The shear xy row looks wrong. Shearing the crystal by 5 % changes its pressure by no more than 0.01 GPa, yet the band gap falls by 15 meV. The uniaxial x row shows a gap change of the same size, upwards, but there the pressure changes by 0.13 GPa. If the gap followed compression alone, the sheared crystal should hardly have noticed.

Rocksalt CsH (a = 6.379 Å) under strain, computed with Ansatz 0.2.0 using r2SCAN, plane-wave PAW, a 500 eV cutoff and an 8×8×8 k mesh, with atoms relaxed. Strain is per length, or the engineering angle for shear; the sides are held in uniaxial strain and the normal is free in epitaxial strain. Changes are relative to the unstrained r2SCAN-relaxed cell.

| strain kind | strain (%) | band gap (eV) | band gap change (eV) | least direct gap change (eV) | gap kind | pressure change (GPa) |
| --- | --- | --- | --- | --- | --- | --- |
| epitaxial 111 | -2 | 2.647 | -0.034 | -0.031 | indirect | 0.24 |
| epitaxial xy | -1.5 | 2.649 | -0.033 | -0.033 | direct | 0.29 |
| hydrostatic | -1 | 2.647 | -0.034 | -0.034 | direct | 0.31 |
| shear xy | -5 | 2.667 | -0.015 | -0.010 | indirect | -0.01 |
| uniaxial x | 1.5 | 2.697 | 0.015 | 0.015 | direct | -0.13 |

Two magnitudes are worth remembering. A volume change of 1 % moves the gap of CsH by roughly 10 meV, downwards on compression. A shear of 5 % narrows it by about 15 meV, at almost no change of volume. The approximation that fails here is the one that keeps the first effect and forgets the second.

**The volume-only estimate**

The simplest limiting case is uniform compression, which changes every distance by the same factor and leaves the crystal cubic. The gap change $\Delta E_g$ can then be written as

$$\Delta E_g \approx a_V \ln(V/V_0),$$

where $V/V_0$ is the volume relative to the unstrained cell and $a_V$ is the volume deformation potential. The hydrostatic row alone sets the scale: $a_V = -0.034\ \text{eV}/(3\ln 0.99) \approx 1.13$ eV. That row is therefore no test of the estimate.

The uniaxial x row is a test. Its sides are held, so a stretch of 1.5 % gives $V/V_0 = 1.015$ and $\Delta E_g \approx 1.13\ \text{eV} \times \ln 1.015 \approx 17$ meV. The calculation gives 15 meV. Epitaxial xy is also reproduced to about 2 meV, although that cell is squeezed in a plane and free to expand along the normal.

The opposite limiting case is a change of shape at fixed volume, and shear xy comes close to it. One face diagonal shrinks by 2.5 % and the other grows by as much, so $V/V_0 = 0.975 \times 1.025 \approx 0.9994$. The estimate is then a narrowing of less than 1 meV, about a twentieth of the computed one. Epitaxial 111 lies between the limits: volume accounts for 27 of its 34 meV.

**Why shape matters**

The valence edge is the highest filled level and the conduction edge the lowest empty one. In unstrained CsH both belong to electron waves at the L points, waves that run along the body diagonals of the cube. There are four such diagonals, and cubic symmetry gives all four the same energies. A strain along the cube axes treats the diagonals alike, so the levels at L stay equal and, to first order, only the volume counts.

Shear xy and epitaxial 111 treat the diagonals differently. Some L levels rise relative to others, while the average over the four still follows the volume alone, to first order. The gap, however, is not an average: it runs from the highest valence level to the lowest conduction level. Splitting levels that were equal therefore tends to narrow it.

The computed levels of shear xy fit this picture. The valence edge rises by 17.4 meV at one L point, while the conduction edge, now at another L point, rises by only 2.6 meV. The difference, 14.8 meV, is the narrowing in the table. The two rises have no meaning on their own, because the zero of energy may shift from one cell to the next. About two thirds of the narrowing is already present in the least direct gap; the move of the conduction edge to another L point adds the last third.

Symmetry adds a warning for anyone who tabulates strain coefficients. Reversing the shear exchanges the short and the long face diagonal, which gives the same crystal turned by a right angle, with the same gap. A coefficient that multiplies the signed shear would instead predict widening for one sign and narrowing for the other. For small shear, theory gives a narrowing that grows with the magnitude of the strain; the single shear in the table doesn't test that growth.

**How the numbers give the failure away**

The first sign is a gap that moves while the pressure stands still. The second is the word "indirect", which means that the electron waves at the two band edges differ in direction or wavelength. It appears in just the two rows whose strain makes the body diagonals unequal. There the gap lies 3 to 5 meV below the least direct gap, the smallest one between levels at the same point, such as a single L point.

The label sounds more dramatic than the change. Both edges are still at L points of the original cube, only no longer at the same one. A difference of a few meV is also well below the thermal energy at room temperature, roughly 25 meV. The word is useful here as a sign of broken symmetry, not as a mark of a different kind of semiconductor. Its absence proves less: a gap stays direct after such a split if the highest valence level and the lowest conduction level fall at the same L point.

**The chemistry behind the levels**

The highest valence band comes from the 1s orbitals of the hydride ions, and it probably reaches its top at L partly because of caesium. At L the wave has opposite signs on the two Cs neighbours on either side of a hydride ion, which lets their filled 5p orbitals combine with H 1s. The mixing pushes the hydride level up and one 5p level down. In the unstrained crystal that 5p level lies 0.8 eV lower at L than at the zone centre, where such mixing is forbidden, while the other two drop by only 0.1 eV. Direct overlap between the caesium ions can give a similar pattern, so these levels fit the mixing but don't prove it.

Compression shortens the Cs–H contacts and should strengthen this push. That may be part of the reason why the valence edge gains on the conduction edge and the gap narrows. The narrowing is computed; its assignment to the mixing is an argument from orbital symmetry, and it leaves open what moves the conduction edge. The size of the gap is a separate matter, since a functional such as r2SCAN generally makes it too small.

Under shear, the distances between hydride ions offer a clue to which L point wins. The valence edge goes to a point where neighbouring 1s orbitals along the shortened face diagonal have opposite signs. Bringing such orbitals closer raises their energy, as in an antibonding level. Epitaxial 111 follows the same pattern: its valence edge sits at an L point where most of the neighbours of opposite sign lie in the compressed plane. Bending of the Cs–H contacts also alters these levels, and the calculation doesn't separate the two effects, so the hydride distances are a possible cause, not a proven one.

For a neighbouring case whose band edges also both lie at L, each a single level at its point, the first question is whether the strain treats the four body diagonals alike. If it does, the change of volume gives a fair first estimate of the change in the gap. If it doesn't, a further narrowing is to be expected, and a measurement of pressure alone won't reveal it.
